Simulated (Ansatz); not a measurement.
# Strength of the C–H bond: how K changes with temperature for C3H6F2 ⇌ C3H5F2 + H

Species: C3H6F2 `CC(F)CF`, singlet; C3H5F2 `C[C](F)CF`, doublet; H atom, doublet. 

The electronic reaction energy at CCSD(T)/CBS estimate is +442.0 kJ/mol. Shapes: PBE0-D4/def2-TZVP. Flexible molecules stand in one conformer, not always the lowest. Programs: Ansatz 0.2.0. Enthalpy and entropy come from rigid-rotor, harmonic-oscillator sums on unscaled PBE0-D4/def2-TZVP wavenumbers, ideal gases at 1 bar; R ln 2 is added for the mirror twin of the chiral shape of C3H6F2, C3H5F2. Symmetry numbers: C3H6F2 1, C3H5F2 1. R = 8.3145 J/(mol K).

| T (K) | ΔH (kJ/mol) | ΔS (J/(mol K)) |
| --- | --- | --- |
| 300 | +412.9 | +128.8 |
| 500 | ? | ? |
| 700 | +419.3 | +143.1 |

Task: Work out ln K at 300 and 700 K, and from these estimate it at 500 K.

Result: 
1. 300 K: ΔG = +412.9 − 300 × (+128.8)/1000 = +374.3 kJ/mol; ln K = −ΔG/RT = -150.06.
2. 700 K: ΔG = +419.3 − 700 × (+143.1)/1000 = +319.1 kJ/mol; ln K = −ΔG/RT = -54.83.
3. Slope against 1000/T: (-54.83 − (-150.06))/(1.4286 − 3.3333) = -50.00, that is −ΔH/R with ΔH near +416 kJ/mol.
4. 500 K: ln K = -150.06 + (-50.00) × (2.0000 − 3.3333) = -83.40.

The full sums give ΔH = +416.6 kJ/mol, ΔS = +138.4 J/(mol K), ΔG = +347.4 kJ/mol and ln K = -83.56 at 500 K, so the line is off by +0.16 in ln K; without rounding the miss is +0.16, from the change of ΔH with temperature. The reactants are favoured over this whole range. The number of molecules rises, which sets the sign of ΔS, and lower pressure favours the products. An error of 10 kJ/mol in the energy moves ln K by 2.4 at 500 K. Soft modes are treated as harmonic, which can err either way at these temperatures; the lowest are those of C3H6F2 (124 cm⁻¹), C3H5F2 (90 cm⁻¹). Other conformers aren't counted. Open shells run unrestricted. The CBS estimate extrapolates MP2 from def2-TZVPP and def2-QZVPP and adds CCSD(T) − MP2 in the triple-zeta set, cores frozen.

Breaking this C–H bond is strongly endothermic because no new bond forms to repay the cost, so ln K climbs steeply on heating yet remains far below zero even at 700 K. The entropy gain comes mainly from the translational freedom of the released hydrogen atom, and it offsets only part of the enthalpy. The drop from the electronic energy of +442.0 kJ/mol to an enthalpy of +412.9 kJ/mol at 300 K mostly reflects zero-point energy lost with the C–H stretch and its two bends. ΔH then rises with temperature, as the atom's translational heat capacity outweighs that of the vibrations lost. This positive heat-capacity change makes ln K convex in 1/T, which is why the straight line slightly overestimates it at 500 K. At the radical centre, fluorine lone-pair donation and methyl hyperconjugation probably help stabilise the product, against fluorine's inductive pull. With only one cleavage site computed, the results don't show whether this is the molecule's weakest C–H bond, or whether HF elimination or C–C scission would come first on heating.
